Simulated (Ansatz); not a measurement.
A series in volume scale on Al

Results calculated with Ansatz 0.2.0, not measured. Free energy against uniform scaling of the volume at fixed shape and fractions; periodic cell, basis, potentials, k mesh and filling as listed.

The cell before it is scaled or strained (space group Fm-3m, No. 225):
```
CELL_PARAMETERS angstrom
0.00000 2.02480 2.02480
2.02480 0.00000 2.02480
2.02480 2.02480 0.00000
ATOMIC_POSITIONS crystal
Al 0.00000 0.00000 0.00000
```

Settings of every row: functional PBE; dispersion none; potentials PAW; wave cutoff 500 eV; density cutoff 2000 eV; k mesh 12x12x12; k shift 0x0x0; occupations cold; smearing width 0.1 eV; spin none.

Limits: coarse k mesh, up to 40 meV an atom off.

| row | volume scale | V (Å³/atom) | energy above lowest point (meV/atom) |
| --- | --- | --- | --- |
| 1 | 0.9 | 14.942 | 45 |
| 2 | 0.925 | 15.357 | 23.6 |
| 3 | 0.95 | 15.772 | 9.5 |
| 4 | 0.975 | 16.188 | ? |
| 5 | 1 | 16.603 | 0 |
| 6 | 1.025 | 17.018 | 3.2 |
| 7 | 1.05 | 17.433 | 11 |
| 8 | 1.075 | 17.848 | 22.7 |
| 9 | 1.1 | 18.263 | 37.7 |

Question: what energy above lowest point should row 4 give?

Worked fit of energy above lowest point. Take u = (V_r/V)^(2/3) − 1 with V_r = 16.811 Å³ an atom, which is twice the finite (Eulerian) strain; such expansions in the strain, on which the Birch-Murnaghan equation of state is built, carry the rest volume and the bulk modulus. The shown rows have u = 0.08174, 0.06216, 0.04345, 0.00833, -0.00813, -0.02393, -0.03912, -0.05373. Least squares give energy above lowest point = 1.07 − 198.4 × u + 9009 × u² meV/atom; a straight line predicts inner rows, each left out in turn, worse (root mean square 14 against 0.08 meV/atom). The rows lie off it by 0.0, 0.1, 0.0, 0.0, -0.1, 0.0, 0.1, 0.0. Its lowest point lies at u = 0.0110, or V = 16.54 Å³ an atom, and the curvature there gives the bulk modulus at fixed shape and fractions, B = (4/9)(1 + u)² E″(u)/V = 79.3 GPa. The withheld row has u = 0.0255, so the fit gives 1.07 − 198.4 × (0.0255) + 9009 × (0.0255)² = 1.9 meV/atom.

The calculation gave 1.9 meV/atom. The fit meets it to the printed digit.
